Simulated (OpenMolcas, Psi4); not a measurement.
**GaBH3ClO (SMILES O[B](Cl)[GaH2]): the electronic atomisation energy, rung by rung**

GaBH3ClO has 7 atoms, charge 0, and is taken as a singlet. As SMILES, `O[B](Cl)[GaH2]`. The coordinates come from a PBE0-D4/def2-TZVP relaxation. This is one conformer, not always the lowest.

Each level gives the electronic atomisation energy (eV). The values are calculated. Electronic energies at fixed atoms, without zero-point motion or spin-orbit coupling.

| level | kind | program | value (eV) | less CCSD(T)/6-31G* | CPU time (all runs) |
| --- | --- | --- | --- | --- | --- |
| SVWN5/6-31G* (spherical functions) | LDA | OpenMolcas | 26.57 | +5.82 | 34 s |
| M06-L/6-31G* (spherical functions) | meta-GGA | OpenMolcas | 22.77 | +2.02 | 50 s |
| TPSS/6-31G* (spherical functions) | meta-GGA | OpenMolcas | 22.85 | +2.10 | 51 s |
| M06-2X/6-31G* (spherical functions) | hybrid meta-GGA | OpenMolcas | 22.75 | +2.00 | 49 s |
| B3LYP/6-31G* (Cartesian functions) | global hybrid | OpenMolcas | 22.41 | +1.66 | 44 s |
| MP2/6-31G* (spherical functions) | perturbation theory | Psi4 | 21.36 | +0.61 | 18 s |
| CCSD(T)/6-31G* (spherical functions) | coupled cluster or CI | OpenMolcas | 20.75 | 0.00 | 78 s |
| CCSD/6-31G* (spherical functions) | coupled cluster or CI | Psi4 | 20.51 | -0.24 | 43 s |

Differences are taken from CCSD(T)/6-31G* (spherical functions) for orientation; it has basis-set and higher-order errors of its own. All-electron rows without a relativistic Hamiltonian named are non-relativistic. The values span 20.51 to 26.57 eV. In the correlated wave-function rows the outer d shell of Ga is correlated, in sets not made for it. Times are those of the runs behind each value, whatever else they computed, on shared processors of several kinds: orders of magnitude only.

Every level finds the molecule strongly bound relative to its free atoms, but SVWN5 stands far above the rest at 26.57 eV. This is the familiar overbinding of the local density approximation, which describes the strongly inhomogeneous densities of free atoms less well than the smoother density of the molecule. The gradient-dependent and hybrid functionals remove much of the excess and fall close together, between 22.41 and 22.85 eV.

Their remaining offset from CCSD(T) should not be read as functional error: a small basis recovers too little of the pair correlation gained on forming bonds, which probably lowers the coupled-cluster value more than the density-functional ones. Within the wave-function series, connected triples add 0.24 eV to the CCSD binding, as expected when correlation is greater in the molecule than in its atoms, while MP2 overshoots CCSD(T) by 0.61 eV. Because the total sums over all the bonds, it does not give the strength of the B–Ga link or the molecule's stability towards rearrangement.
